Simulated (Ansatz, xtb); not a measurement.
**Ligand exchange: C2H6OSi + BH(CH3)(SiH3) → C2H8Si2 + BH(CH3)(OH)**

Species: C2H6OSi `C=C[SiH2]O`, singlet; BH(CH3)(SiH3), singlet; C2H8Si2 `C=C[SiH2][SiH3]`, singlet; BH(CH3)(OH), singlet. The partners trade OH for SiH3: Si–OH and B–SiH3 bonds give way to Si–SiH3 and B–OH.

Shapes, held fixed at every level: PBE0-D4/def2-TZVP. Flexible molecules stand in one conformer, not always the lowest. Programs: Ansatz 0.2.0, xtb 6.7.1. The zero-point and thermal change to 298 K, harmonic and unscaled (PBE0-D4/def2-TZVP), is +5.0 kJ/mol.

(1) Estimate ΔH(298 K) of this reaction.

Answers

(1) The highest level, CCSD(T)/CBS estimate, gives ΔH(298 K) = -72.2 kJ/mol; the levels span -85.7 to +84.0. They disagree on the sign: 1 of 9 are positive. GFN1-xTB strays far from the other rows. The column of differences is taken from that level and isn't an error. No measured value is set beside it here. The CBS estimate extrapolates MP2 from def2-TZVPP and def2-QZVPP and adds CCSD(T) − MP2 in the triple-zeta set, cores frozen.

```tsv
level	kind	ΔH(298 K) (kJ/mol)	less CCSD(T)/CBS estimate
GFN1-xTB	semi-empirical	+84.0	+156.2
HF/def2-SVP	Hartree–Fock	-85.7	-13.5
HF/def2-TZVPP	Hartree–Fock	-61.7	+10.5
r2SCAN-D4/def2-TZVPP	meta-GGA	-77.0	-4.8
B3LYP-D4/def2-TZVPP	global hybrid	-76.1	-3.9
PBE0-D4/def2-TZVPP	global hybrid	-82.2	-10.0
CCSD(T)/def2-TZVPP	coupled cluster or CI	-74.6	-2.4
CCSD/def2-TZVPP	coupled cluster or CI	-71.7	+0.5
CCSD(T)/CBS estimate	coupled cluster or CI	-72.2	0.0
```

The exchange is clearly exothermic, at -72.2 kJ/mol by the best estimate, and the main reason is oxygen's preference for boron over silicon. In BH(CH3)(OH) an oxygen lone pair donates into the empty boron p orbital, giving the B–O bond partial π character on top of its strong polarity. The silyl group it replaces has no lone pair to offer. The Si–O bond given up is itself strong and polar, so the gain reflects a difference between two good bonds, with the exchange of B–Si for Si–Si probably contributing less.

Hartree–Fock already finds the reaction exothermic, so the preference doesn't depend on electron correlation, though in the triple-zeta basis correlation strengthens it. Perturbative triples change little, from -71.7 to -74.6 kJ/mol. The endothermic GFN1-xTB value contradicts the known affinity of boron for oxygen and probably reflects an imbalance in its parametrised boron and silicon bonds. The reaction enthalpy alone says nothing about how readily the ligands exchange, which depends on the barrier.
